\section*{Result}

Let $\sigma_{ij}$ be the Cauchy stress, positive in tension, with principal values $\sigma_1\ge\sigma_2\ge\sigma_3$, mean stress $\sigma_m=\sigma_{kk}/3$, deviator $s_{ij}=\sigma_{ij}-\sigma_m\delta_{ij}$ and invariant $J_2=\tfrac12 s_{ij}s_{ij}$ (repeated indices summed). Let $Y$ be the yield stress in uniaxial tension and $k$ that in pure shear. The criteria of Tresca (1864) and von Mises (1913), both fitted to $Y$, read
\begin{equation}
\text{Tresca: } \sigma_1-\sigma_3=Y,\quad k_T=\frac{Y}{2};\qquad
\text{von Mises: } J_2=\frac{Y^2}{3},\quad k_M=\frac{Y}{\sqrt3}=0.577\,Y .
\label{crit}
\end{equation}
With the Lode parameter $\mu=(2\sigma_2-\sigma_1-\sigma_3)/(\sigma_1-\sigma_3)$, which lies in $[-1,1]$, the two loads at yield under proportional loading stand in the ratio
\begin{equation}
\rho=\frac{\lambda_M}{\lambda_T}=\frac{2}{\sqrt{3+\mu^2}},\qquad 1\le\rho\le\frac{2}{\sqrt3}=1.155 .
\label{ratio}
\end{equation}
In the deviatoric plane the Mises locus is a circle of radius $\sqrt{2/3}\,Y$ that circumscribes the regular Tresca hexagon. The loci touch at the six states with two equal principal stresses ($\mu=\pm1$). The gap is largest, 15.5 per cent of the Tresca load, at $\mu=0$, which is pure shear plus any pressure and includes plane plastic strain. Elastic plane strain does not in general reach it. For a thin tube under axial stress $\sigma$ and torsional shear stress $\tau$,
\begin{equation}
\text{Tresca: } \sigma^2+4\tau^2=Y^2,\qquad \text{von Mises: } \sigma^2+3\tau^2=Y^2 .
\label{tube}
\end{equation}

\section*{Premises}

(P1) A volume element holding many grains is elastic while $f(\sigma_{ij})<0$ and yields at $f=0$, independently of rate. (P2) The element is isotropic, so $f$ is a symmetric function of the principal stresses. (P3) A superposed pressure does not alter yield, so $f$ depends on $s_{ij}$ alone; the ground is that dislocation glide is driven by the shear stress resolved on the slip system, to which a pressure contributes nothing. These premises restrict $f$ without fixing it, and each criterion adds one postulate: (T) yield occurs when the largest shear stress on any plane reaches a critical value; (M) yield occurs when $J_2$ reaches a critical value. Step 6 also uses (P4): the plastic strain increment is normal to the yield surface. Step 5 also uses (P5): the elastic domain is convex and unchanged by $s_{ij}\to-s_{ij}$.

\section*{Derivation}

\paragraph{Step 1: $J_2$ in principal stresses.} In principal axes $s_i=\sigma_i-\sigma_m$ and $s_1+s_2+s_3=0$. Squaring this sum gives $\sum_{i\ne j}s_is_j=-\sum_i s_i^2$. Differences are unaffected by $\sigma_m$, so
\begin{equation}
\sum_{i<j}(\sigma_i-\sigma_j)^2=2\sum_i s_i^2-\sum_{i\neq j}s_is_j=3\sum_i s_i^2=6J_2 .
\label{J2}
\end{equation}

\paragraph{Step 2: shear stress on a plane.} On a plane with unit normal $\mathbf n$, given in principal axes, the traction has components $\sigma_in_i$ (no sum) and normal part $\sigma_n=\sum_i\sigma_in_i^2$. The tangential part has magnitude $\tau(\mathbf n)$ by Pythagoras. With weights $w_i=n_i^2\ge0$, $\sum_iw_i=1$, and any constant $c$,
\begin{equation}
\tau^2=\sum_iw_i\sigma_i^2-\Big(\sum_iw_i\sigma_i\Big)^2=\sum_iw_i(\sigma_i-c)^2-(\sigma_n-c)^2 ,
\label{tau}
\end{equation}
because the terms in $c$ cancel on expansion. Take $c=(\sigma_1+\sigma_3)/2$ and write $D=\sigma_1-\sigma_3$. Every $\sigma_i$ lies within $D/2$ of $c$, so the first sum is at most $D^2/4$, and the subtracted term is never negative. Hence $\tau\le D/2$. The choice $w_1=w_3=\tfrac12$, $w_2=0$ makes the first sum $D^2/4$ and $\sigma_n=c$, so the bound is attained on planes at $45^\circ$ to axes 1 and 3:
\begin{equation}
\tau_{\max}=\tfrac12(\sigma_1-\sigma_3).
\end{equation}
The same formula gives a reading of $J_2$. Put $c=\sigma_m$ and average over all directions $\mathbf n$. By symmetry $\langle n_i^2\rangle=\tfrac13$; integration over $u=\cos\theta$ gives $\langle n_i^4\rangle=\tfrac12\int_{-1}^1u^4du=\tfrac15$; and $\langle(\sum_in_i^2)^2\rangle=1$ gives $\tfrac35+6\langle n_1^2n_2^2\rangle=1$, so $\langle n_1^2n_2^2\rangle=\tfrac1{15}$. Then
\begin{equation}
\langle\tau^2\rangle=\Big(\frac13-\frac15\Big)\sum_is_i^2-\frac1{15}\sum_{i\ne j}s_is_j=\frac15\sum_is_i^2=\frac25J_2 .
\end{equation}
Tresca limits the largest shear stress over all planes, von Mises its root mean square. A second reading follows from isotropic Hooke's law, $\varepsilon_{ij}=s_{ij}/2G+\sigma_m\delta_{ij}/3K$, with shear modulus $G$ and bulk modulus $K$. Since $s_{ii}=0$ the cross terms vanish and the energy density is
\begin{equation}
U=\tfrac12\sigma_{ij}\varepsilon_{ij}=\frac{J_2}{2G}+\frac{\sigma_m^2}{2K},
\label{U}
\end{equation}
so (M) fixes the energy of distortion $U_d=J_2/2G$. These readings interpret the postulates and do not prove them.

\paragraph{Step 3: calibration.} Uniaxial yield has principal stresses $(Y,0,0)$. Then $\tau_{\max}=Y/2$, and Eq.~\eqref{J2} gives $J_2=(Y^2+Y^2)/6=Y^2/3$. These are the critical values. Pure shear $\sigma_{xy}=k$ has principal stresses $(k,0,-k)$, the roots of $x(x^2-k^2)=0$, so $D=2k$ and $J_2=(k^2+k^2+4k^2)/6=k^2$. Setting $2k=Y$ and $k^2=Y^2/3$ completes Eq.~\eqref{crit}.

\paragraph{Step 4: ratio of yield loads.} The definition of $\mu$ gives $\sigma_2=c+\mu D/2$, hence $\sigma_1-\sigma_2=D(1-\mu)/2$ and $\sigma_2-\sigma_3=D(1+\mu)/2$; both are non-negative, so $|\mu|\le1$. Inserting in Eq.~\eqref{J2},
\begin{equation}
6J_2=D^2\Big[1+\frac{(1-\mu)^2+(1+\mu)^2}{4}\Big]=D^2\,\frac{3+\mu^2}{2},\qquad \sqrt{3J_2}=\frac{D}{2}\sqrt{3+\mu^2}.
\end{equation}
Under proportional loading $\sigma_{ij}=\lambda\hat\sigma_{ij}$ with $\lambda>0$, $\mu$ stays fixed while $D=\lambda\hat D$. Tresca yield occurs at $\lambda_T=Y/\hat D$ and Mises yield at $\lambda_M=2Y/(\hat D\sqrt{3+\mu^2})$. Their quotient is Eq.~\eqref{ratio}. It falls monotonically with $\mu^2$, from $2/\sqrt3$ at $\mu=0$ to 1 at $|\mu|=1$. The case $\mu=-1$ means $\sigma_2=\sigma_3$, as in uniaxial tension; $\mu=+1$ means $\sigma_1=\sigma_2$, as in uniaxial compression or the equal biaxial tension of a blanket metal film on a wafer. At $\mu=0$ the deviator is $(D/2,0,-D/2)$, which is pure shear. Referred to the Mises load, the largest gap is $1-\sqrt3/2$, or 13.4 per cent.

\paragraph{Step 5: geometry.} Plot the principal stresses, now unordered as $(\sigma_a,\sigma_b,\sigma_c)$, as a vector. By (P3) the yield surface is a cylinder along $(1,1,1)$, fixed by its section with the plane $\sigma_a+\sigma_b+\sigma_c=0$, in which the point is $\mathbf s$ and $|\mathbf s|^2=2J_2$. The Mises locus is therefore the circle $|\mathbf s|=\sqrt{2/3}\,Y$. The Tresca domain is $|\sigma_a-\sigma_b|\le Y$ and its two cyclic partners. The first condition reads $|\mathbf s\cdot\mathbf e|\le Y/\sqrt2$ with the in-plane unit vector $\mathbf e=(1,-1,0)/\sqrt2$. Neighbouring normals such as $(1,-1,0)/\sqrt2$ and $(1,0,-1)/\sqrt2$ have scalar product $\tfrac12$, so the six lines have normals $60^\circ$ apart at equal distance from the origin. They bound a regular hexagon with
\begin{equation}
r_{\rm in}=\frac{Y}{\sqrt2},\qquad r_{\rm out}=\frac{r_{\rm in}}{\cos30^\circ}=\sqrt{\frac23}\,Y .
\end{equation}
The vertices lie on the circle; they are the deviators $\pm(2,-1,-1)Y/3$ and permutations. The mid-points of the sides point along $(1,-1,0)$ and its partners, which are pure shears, and there circle and hexagon differ by the factor $r_{\rm out}/r_{\rm in}=2/\sqrt3$.

Under (P5) the hexagon has a wider meaning. Isotropy and evenness put all six vertices on any admissible locus, and a convex domain contains their convex hull, so Tresca is the innermost admissible criterion for given $Y$. For an outer bound, note that exchanging $\sigma_b$ and $\sigma_c$ reflects the plane in the line along $\mathbf u=(2,-1,-1)/\sqrt6$. If an admissible state had $\mathbf s\cdot\mathbf u>\sqrt{2/3}\,Y$, the mid-point of it and its mirror image would be admissible and would lie on that line beyond the tensile yield point; as the origin is interior, convexity would make the tensile yield point interior, a contradiction. For $(k,0,-k)$ the bound reads $3k/\sqrt6\le\sqrt{2/3}\,Y$. Thus $Y/2\le k\le 2Y/3=0.667\,Y$, and the Mises value lies inside this interval.

The ordering depends on the calibration. If both criteria are fitted to the same $k$, the circle has radius $\sqrt2\,k$, equal to the inradius of the hexagon $D=2k$; it is then inscribed, and the tensile yield stresses are $2k$ (Tresca) and $\sqrt3\,k$ (von Mises).

\paragraph{Step 6: plane strain.} Let $z$ be a principal direction with no plastic strain along it. For von Mises, $\partial J_2/\partial\sigma_{ij}=s_{ij}$, because $dJ_2=s_{kl}\,ds_{kl}=s_{kl}\,d\sigma_{kl}$ when $s_{kk}=0$. Premise (P4) gives $d\varepsilon^p_{ij}=s_{ij}\,d\Lambda$ with $d\Lambda>0$. Then $d\varepsilon^p_{zz}=0$ forces $s_{zz}=0$, that is $3\sigma_z=\sigma_x+\sigma_y+\sigma_z$, so $\sigma_z=(\sigma_x+\sigma_y)/2$ for in-plane principal stresses $\sigma_x,\sigma_y$. This is $\mu=0$, and flow needs $|\sigma_x-\sigma_y|=2Y/\sqrt3$. For Tresca the normal to a side is $(1,0,-1)$, with no strain along the intermediate axis, so plane flow occurs for any $\sigma_z$ between $\sigma_x$ and $\sigma_y$, at $|\sigma_x-\sigma_y|=Y$. In plane flow both criteria read $|\sigma_x-\sigma_y|=2k$ and differ only through $k$, by $2/\sqrt3$.

First yield under an elastic constraint differs. There Hooke's law with $\varepsilon_{zz}=0$ gives $\sigma_z=\nu(\sigma_x+\sigma_y)$, with Poisson ratio $\nu$. For $\sigma_y=0$, $\sigma_x>0$ and $0\le\nu\le\tfrac12$ the state is $(1,\nu,0)\sigma_x$, so $\mu=2\nu-1$ and
\begin{equation}
\rho=\frac{1}{\sqrt{1-\nu+\nu^2}},
\label{eps}
\end{equation}
which reaches $2/\sqrt3$ only at $\nu=\tfrac12$.

\paragraph{Step 7: thin tube.} Take mean radius $r$, wall $t\ll r$, axial force $F\ge0$, torque $T$ and no internal pressure. The wall area is $2\pi rt$, so balance of force and moment gives $\sigma=F/2\pi rt$ and $\tau=T/2\pi r^2t$, with stresses taken as uniform through the wall. The radial tractions vanish on both free surfaces and the hoop stress is zero. In the axial and hoop directions the stress matrix has rows $(\sigma,\tau)$ and $(\tau,0)$, with characteristic equation $x^2-\sigma x-\tau^2=0$. The product of the roots is $-\tau^2\le0$, so the radial value zero is the intermediate stress:
\begin{equation}
\sigma_{1,3}=\frac\sigma2\pm\frac12\sqrt{\sigma^2+4\tau^2},\quad \sigma_2=0,\quad D=\sqrt{\sigma^2+4\tau^2},\quad \mu=-\frac{\sigma}{D}.
\end{equation}
Step 4 gives $3J_2=(3D^2+\sigma^2)/4=\sigma^2+3\tau^2$. Setting $D=Y$ and $3J_2=Y^2$ yields Eq.~\eqref{tube}: two ellipses in the $(\sigma,\tau)$ plane with common semi-axis $Y$ and second semi-axes $Y/2$ and $Y/\sqrt3$. On a proportional path $\tau=q\sigma$,
\begin{equation}
\sigma_T=\frac{Y}{\sqrt{1+4q^2}},\qquad \sigma_M=\frac{Y}{\sqrt{1+3q^2}},\qquad \rho=\sqrt{\frac{1+4q^2}{1+3q^2}} .
\label{path}
\end{equation}
If instead $\sigma<Y$ is held fixed and the torque is raised, $\tau_T=\tfrac12\sqrt{Y^2-\sigma^2}$ and $\tau_M=\sqrt{(Y^2-\sigma^2)/3}$. The torques then differ by $2/\sqrt3$ at every preload; this is no conflict with Eq.~\eqref{path}, since the path is not proportional. The test spans $-1\le\mu\le0$, the full range of $\rho$, and was applied to metal tubes, copper among them, by Taylor and Quinney (1931).

\section*{Range of validity}

Equation~\eqref{ratio} is an exact relation between two postulated functions; the limits concern their use for a material.

\emph{Isotropy.} The wall must hold many randomly oriented grains. A single crystal slips on discrete systems, and drawn tube or textured film needs an anisotropic criterion. Tresca with $Y=2\tau_c$ describes first slip at critical resolved stress $\tau_c$ in the best oriented grain only if all grains carry the same stress, which elastic anisotropy prevents. Prior straining shifts and distorts the locus (Bauschinger effect) and breaks the evenness in (P5).

\emph{Pressure.} If the flow stress scales with $G$, a mean stress changes it by the fraction $G'|\sigma_m|/G$, where $G'=dG/dp$ is typically of order one in metals. Porous metals, polymers and granular solids violate (P3) strongly.

\emph{Rate and temperature.} (P1) excludes creep, so the temperature must lie well below about half the melting point.

\emph{Definition of yield.} A hardening metal is given a yield stress at an offset plastic strain. Equal plastic work, $Y\,d\varepsilon_p=k\,d\gamma_p$, pairs the tensile offset $\varepsilon_p$ with the engineering shear offset $\gamma_p=\sqrt3\,\varepsilon_p$ (von Mises) or $2\varepsilon_p$ (Tresca). For a flow stress proportional to the $n$th power of plastic strain, reading torsion at $\gamma_p=\varepsilon_p$ gives a $k$ smaller than the Mises-paired value by the factor $3^{n/2}$.

\emph{Wall thickness.} In elastic torsion with twist $\theta'$ per length, the shear stress at radius $x$ is $G\theta'x$ and $T=G\theta'\int2\pi x^3dx=2\pi G\theta'r^3t\,(1+t^2/4r^2)$ between $r\pm t/2$. The outer surface thus carries
\begin{equation}
\frac{\tau_{\rm out}}{\tau}=\frac{1+t/2r}{1+t^2/4r^2},
\label{wall}
\end{equation}
and yields first. A very thin wall may buckle before it yields.

\section*{Illustration: copper tube at room temperature}

Stresses are given as energy densities: $1\ \mathrm{eV/nm^3}=160.2$ MPa and $1\ \mathrm{GPa}=6.2415\ \mathrm{eV/nm^3}$. The measured room-temperature constants of fcc Cu, as compiled by Blaschke, are $C_{11}=168.3$, $C_{12}=121.2$ and $C_{44}=75.7$ GPa. A cubic crystal has one dilatational mode with $K=(C_{11}+2C_{12})/3=136.9$ GPa, two shear modes of modulus $C'=(C_{11}-C_{12})/2=23.55$ GPa and three of modulus $C_{44}$; the anisotropy ratio is $C_{44}/C'=3.21$. An orientation average keeps the trace over the five shear modes, taken of the stiffness for uniform strain (Voigt, upper bound) or of the compliance for uniform stress (Reuss, lower bound):
\begin{equation}
G_V=\frac{2C'+3C_{44}}{5}=54.84\ \mathrm{GPa},\qquad G_R=\frac{5}{2/C'+3/C_{44}}=40.14\ \mathrm{GPa}.
\end{equation}
Their mean is used as an estimate, $G=47.5$ GPa $=296\ \mathrm{eV/nm^3}$, and $\nu=(3K-2G)/[2(3K+G)]=0.34$. The bounds lie 15 per cent either side of the mean.

The yield stress depends on grain size and history and is an assumed input: $Y=0.450\ \mathrm{eV/nm^3}$, or 72 MPa, chosen as typical of annealed copper, the state nearest to (P2); cold-drawn tube is typically several times stronger. Equation~\eqref{path} gives, in $\mathrm{eV/nm^3}$:

\begin{center}
\begin{tabular}{ccccccc}
\hline
$q=\tau/\sigma$ & $\mu$ & $\sigma_T$ & $\tau_T$ & $\sigma_M$ & $\tau_M$ & $\rho$\\
\hline
0 & $-1$ & 0.450 & 0 & 0.450 & 0 & 1\\
0.5 & $-0.707$ & 0.318 & 0.159 & 0.340 & 0.170 & 1.069\\
1 & $-0.447$ & 0.201 & 0.201 & 0.225 & 0.225 & 1.118\\
2 & $-0.243$ & 0.109 & 0.218 & 0.125 & 0.250 & 1.144\\
$\infty$ & 0 & 0 & 0.225 & 0 & 0.260 & 1.155\\
\hline
\end{tabular}
\end{center}

In pure torsion the model yields at 36 MPa (Tresca) or 42 MPa (von Mises). With a fixed preload $\sigma=0.8\,Y=0.360\ \mathrm{eV/nm^3}$ the shear stresses at yield are 0.135 and $0.156\ \mathrm{eV/nm^3}$. Elastic plane strain, Eq.~\eqref{eps} with $\nu=0.34$, gives $\rho=1.14$.

The neglected effects compare with the 15.5 per cent gap as follows. A wall with $t/r=0.05$ raises the outer stress by 2.4 per cent, Eq.~\eqref{wall}. The mean stress is at most $Y/3=0.150\ \mathrm{eV/nm^3}$, so $|\sigma_m|/G=5.1\times10^{-4}$ and the pressure term is negligible; for $G'=1$ it reaches one per cent only near $3\ \mathrm{eV/nm^3}$. The offset matters: an illustrative $n=0.2$ gives $3^{n/2}=1.12$, which rivals the gap, and annealed copper yields gradually. The elastic shear strains at torsional yield, $k/G$, are $7.6\times10^{-4}$ and $8.8\times10^{-4}$, but the spread of the bounds on $G$ is as large as their difference. The criteria must therefore be told apart by force and torque, which need no modulus.

At Mises yield Eq.~\eqref{U} gives $U_d=Y^2/6G=1.1\times10^{-4}\ \mathrm{eV/nm^3}$. With an approximate lattice constant $a=0.3615$ nm the atomic volume is $a^3/4=0.01181\ \mathrm{nm^3}$, so $U_d$ is $1.3\times10^{-6}$ eV per atom, against $k_BT=0.0252$ eV at 293 K. It is a fraction $4\times10^{-7}$ of the measured cohesive energy, 3.49 eV per atom as compiled by Harl (2010). The lattice is far from any instability; $Y$ is set by the motion of existing dislocations, and the critical $U_d$ is no bond energy. The stresses above are the model's and scale with the assumed $Y$, while $\mu$ and $\rho$ are independent of it. As typical knowledge, untextured fcc polycrystals have $k/Y$ close to the interval from 0.500 to 0.577, often nearer its upper end, so neither ratio misses such a tube by much more than the gap itself, and Tresca fitted in tension gives the lower, cautious load on every path.